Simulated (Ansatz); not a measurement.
# Ligand exchange: SiH2(CH3)(NH2) + Si3H8O → SiH2(NH2)(SiH3) + CH8OSi2

Gas-phase species: SiH2(CH3)(NH2), singlet; Si3H8O `[SiH3]O[SiH2][SiH3]`, singlet; SiH2(NH2)(SiH3), singlet; CH8OSi2 `CO[SiH2][SiH3]`, singlet. The partners trade CH3 for SiH3: Si–CH3 and O–SiH3 bonds give way to Si–SiH3 and O–CH3.

Shapes, held fixed at every level: PBE0-D4/def2-TZVP. Flexible molecules stand in one conformer, not always the lowest. Programs: Ansatz 0.2.0. Electronic energies: no zero-point or thermal term.

```json
{"level": "HF/def2-SVP", "kind": "Hartree–Fock", "ΔE (kJ/mol)": "+194.0", "less CCSD(T)/CBS estimate": "-12.6"}
{"level": "HF/def2-TZVPP", "kind": "Hartree–Fock", "ΔE (kJ/mol)": "+215.2", "less CCSD(T)/CBS estimate": "+8.6"}
{"level": "SPW92/def2-TZVPP", "kind": "LDA", "ΔE (kJ/mol)": "+178.8", "less CCSD(T)/CBS estimate": "-27.8"}
{"level": "r2SCAN-D4/def2-TZVPP", "kind": "meta-GGA", "ΔE (kJ/mol)": "+198.7", "less CCSD(T)/CBS estimate": "-7.9"}
{"level": "BHLYP-D4/def2-TZVPP", "kind": "global hybrid", "ΔE (kJ/mol)": "+210.2", "less CCSD(T)/CBS estimate": "+3.6"}
{"level": "MP2/def2-TZVPP", "kind": "perturbation theory", "ΔE (kJ/mol)": "+216.3", "less CCSD(T)/CBS estimate": "+9.7"}
{"level": "CCSD(T)/CBS estimate", "kind": "coupled cluster or CI", "ΔE (kJ/mol)": "+206.6", "less CCSD(T)/CBS estimate": "0.0"}
```

The highest level, CCSD(T)/CBS estimate, gives ΔE = +206.6 kJ/mol; the levels span +178.8 to +216.3. The column of differences is taken from that level and isn't an error. No measured value is set beside it here. The CBS estimate extrapolates MP2 from def2-TZVPP and def2-QZVPP and adds CCSD(T) − MP2 in the triple-zeta set, cores frozen.

The exchange is strongly uphill at every level, with the coupled-cluster estimate at +206.6 kJ/mol, so the preference for the reactants doesn't depend on the choice of method. The main reason is bond polarity. The reactants pair electropositive silicon with oxygen and carbon, whereas the products contain a nonpolar Si–Si bond, weakened by diffuse 3p overlap, and a C–O bond with less ionic stabilisation than Si–O. Delocalisation of oxygen lone pairs into σ* orbitals at silicon probably favours the siloxane linkage further.

Hartree–Fock already recovers most of the energy, which suggests that the preference is largely electrostatic and orbital in origin rather than a correlation effect. Its shift from +194.0 to +215.2 kJ/mol with the larger basis probably reflects the need for flexible polarisation functions to describe Si–O bonding. The small-basis value therefore shouldn't be read as a measure of missing correlation alone. The total doesn't show how much of the cost comes from losing Si–O and how much from replacing Si–C with Si–Si.
